## What has to be decided

Before a series of crystal calculations starts, someone must choose a k mesh and a test that the mesh passes. The tempting test is to watch the pressure, or the band gap, until it stops changing. In boron arsenide (BAs) and rhodium the pressure test lets through energies that are still wrong by several meV an atom. That matters as soon as energies of different crystals, computed on different meshes, are compared.

BAs and Rh in their primitive cells, computed with Ansatz 0.2.0 (all-electron LAPW, LDA, scalar-relativistic, no spin polarisation); for each crystal only the k mesh changes and the cell is held fixed. Energies are free energies with Fermi-Dirac smearing of width 0.01 eV for BAs and 0.05 eV for Rh. Positive pressure means compression.

| crystal | k mesh | energy less that of the crystal's tightest run (meV/atom) | pressure (GPa) | volume (Å³/atom) |
| --- | --- | --- | --- | --- |
| BAs | 3x3x3 | 316 | -5.14 | 14 |
| BAs | 6x6x6 | 9.58 | -7.17 | 14 |
| BAs | 8x8x8 | 1.3 | -7.19 | 14 |
| BAs | 15x15x15 | 0 | -7.19 | 14 |
| Rh | 5x5x5 | 149 | -8.99 | 13.8 |
| Rh | 9x9x9 | 6.11 | -11.76 | 13.8 |
| Rh | 14x14x14 | 0.64 | -11.77 | 13.8 |
| Rh | 25x25x25 | 0 | -11.78 | 13.8 |

## Two kinds of failure

The 3x3x3 mesh for BAs fails openly. Its energy lies 316 meV an atom above that of the tightest run, and its pressure is off by about 2 GPa. Both runs have negative pressure because the chosen cell is larger than this functional prefers. The coarse mesh understates that pull inwards, so a cell relaxed with it would come out too large.

The 6x6x6 mesh fails quietly. Its pressure agrees with the tightest run to 0.02 GPa, yet its energy is still 9.6 meV an atom too high. Pressure is the slope of the energy, $P=-dF/dV$, where $F$ is the free energy and $V$ the volume. An energy error that hardly changes with volume therefore drops out of it. Rhodium at 9x9x9 shows the same pattern.

The gap of BAs does not follow the energy either. It is 0.04 eV too wide at 3x3x3 and 0.09 eV too wide at 6x6x6, again against the tightest run. The finer of these meshes contains all points of the coarser one, so with an unchanged potential it could only find the same gap or a smaller one. The rise shows that the potential itself was still changing. Both meshes also step over the bottom of the conduction band, which makes the gap too wide. At 3x3x3 the poorer potential happens to hide part of this, so the better gap of that mesh is an accident.

## Why a coarse mesh gives a wrong energy

The energy of the occupied bands is an average over all wave vectors, and the mesh replaces that average by a sum over a few points. The averaged quantity is far from flat: in BAs the valence electrons at the zone centre lie about 10.7 eV an atom above their zone average. Write it as a Fourier series over lattice vectors. A mesh with $N$ divisions averages most of the waves to zero, but it cannot tell a wave from a constant if the lattice vector of that wave is $N$ times another lattice vector. To first order, their sum is the error.

What counts is therefore the length $Na$, with $a$ the edge of the primitive cell, and how fast the Fourier parts fade over it. In an insulator they fade exponentially. In a metal the occupation breaks off at the Fermi surface, and this edge is expected to leave a slower tail, which oscillates in sign and fades roughly as a power of the length until smearing cuts it off. The sum can have either sign, so a lower energy is no proof of a better mesh, although here the free energy falls at every refinement.

## Does the decay look like that?

The first two errors of each crystal fix an exponential and a power law, and the third error tests them. For BAs at 8x8x8 the exponential predicts 0.9 meV and the power law 2.2 meV; the calculation gives 1.3 meV. For rhodium at 14x14x14 the order is reversed: the power law comes close, while the exponential is too small by more than a factor of five. One test for each crystal agrees with the picture but does not settle the law, and the rhodium test is fragile. Its fitted power is about 5, steeper than the third power expected from a Fermi surface. The entropy terms of 14x14x14 and 25x25x25 also differ by 0.9 meV, more than the error being tested; without them the 14x14x14 energy lies about 0.3 meV below the tightest run, which neither law can give.

For a neighbouring case, compare lengths and not mesh labels. A cell twice as long needs half the divisions along that edge, and a metal usually needs a greater length than an insulator for the same accuracy, as rhodium does here beside BAs.

## Estimating the false pressure

Suppose that a change of volume stretches the bands without altering their shape. The energy error $\Delta E$ then follows the band width, which varies as $V^{-x}$, and differentiation gives

$$\Delta P = x\,\frac{\Delta E}{V}.$$

Standard scaling of the coupling between neighbouring atoms gives $x=5/3$ for d bands and $2/3$ for s and p bands. For rhodium at 5x5x5, $\Delta E=0.149$ eV and $V=13.8$ Å$^3$ give 0.018 eV/Å$^3$, or 2.9 GPa. The calculated offset is 2.8 GPa, and $x$ was not adjusted to it.

The estimate also serves for BAs at 3x3x3, where it is less than a fifth too high. On the next finer meshes it is several times too large, so the close agreement on the coarsest ones may be partly luck. On the finer meshes the remaining error comes from distant Fourier parts, whose fading may itself change with volume and offset the change in width; this is untested here. Nor is the estimate an upper bound. In unrounded pressures BAs at 8x8x8 lies below the tightest run, -7.192 against -7.187 GPa, which is the wrong sign, and the offset of rhodium at 14x14x14, 0.018 GPa, exceeds the estimate. Yet even the overestimate for BAs at 6x6x6 is below 0.1 GPa: an energy error of this size leaves little trace in the pressure.

## A test that catches both failures

Refine the mesh once more and look at the step in energy. Between BAs 6x6x6 and 8x8x8 the pressure hardly moves, but the energy drops by 8.3 meV an atom, which exposes most of the remaining error. The step must be large enough, since a slight refinement may reveal only a small part of the error. In a metal one step is not safe: the error is expected to oscillate, so two meshes can agree by chance, and a third should be run. The Fermi level of rhodium shows such a swing, from 0.28 eV above the tightest run at 5x5x5 to 0.07 eV below it at 9x9x9. Here the divisions grow by at least a third each time, and in both crystals each step from the two coarsest meshes reveals at least 86% of the error against the tightest run, which need not be fully converged itself. The printed analysis below lists these shares and the decay tests.

Printed output of the fit:

```
Mesh length and false pressure:
  row  divisions times edge (angstrom)  pressure less tightest run (GPa)  band-width model (GPa)
  BAs                            10.22                              2.05                   2.411
  BAs                            20.45                              0.02                 0.07309
  BAs                            27.26                                 0                0.009918
  BAs                            51.12                                 0                       0
   Rh                            13.45                              2.79                   2.883
   Rh                            24.22                              0.02                  0.1182
   Rh                            37.67                              0.01                 0.01238
   Rh                            67.27                                 0                       0
BAs 3x3x3, share of the error revealed by the step to the next mesh (%): 96.97
BAs 6x6x6, share revealed by the next step (%): 86.43
Rh 5x5x5, share revealed by the next step (%): 95.9
Rh 9x9x9, share revealed by the next step (%): 89.53
BAs 8x8x8 error predicted by exponential decay (meV/atom): 0.9314
BAs 8x8x8 error predicted by power law (meV/atom): 2.245
Rh 14x14x14 error predicted by exponential decay (meV/atom): 0.1127
Rh 14x14x14 error predicted by power law (meV/atom): 0.5538
Rh error interpolated to the mesh length of BAs 8x8x8 (meV/atom): 3.667
Rh 5x5x5 false pressure if the sp exponent 2/3 were used (GPa): 1.153
BAs gap at 3x3x3 less gap at 15x15x15 (eV): 0.03937
BAs gap at 6x6x6 less gap at 15x15x15 (eV): 0.09379
Rh Fermi level at 5x5x5 less that at 25x25x25 (eV): 0.2784
Rh Fermi level at 9x9x9 less that at 25x25x25 (eV): -0.0742
Rh 5x5x5 error of the internal energy, without the entropy term (meV/atom): 163
BAs valence band energy at Gamma above its zone mean (eV/atom): 10.65
```
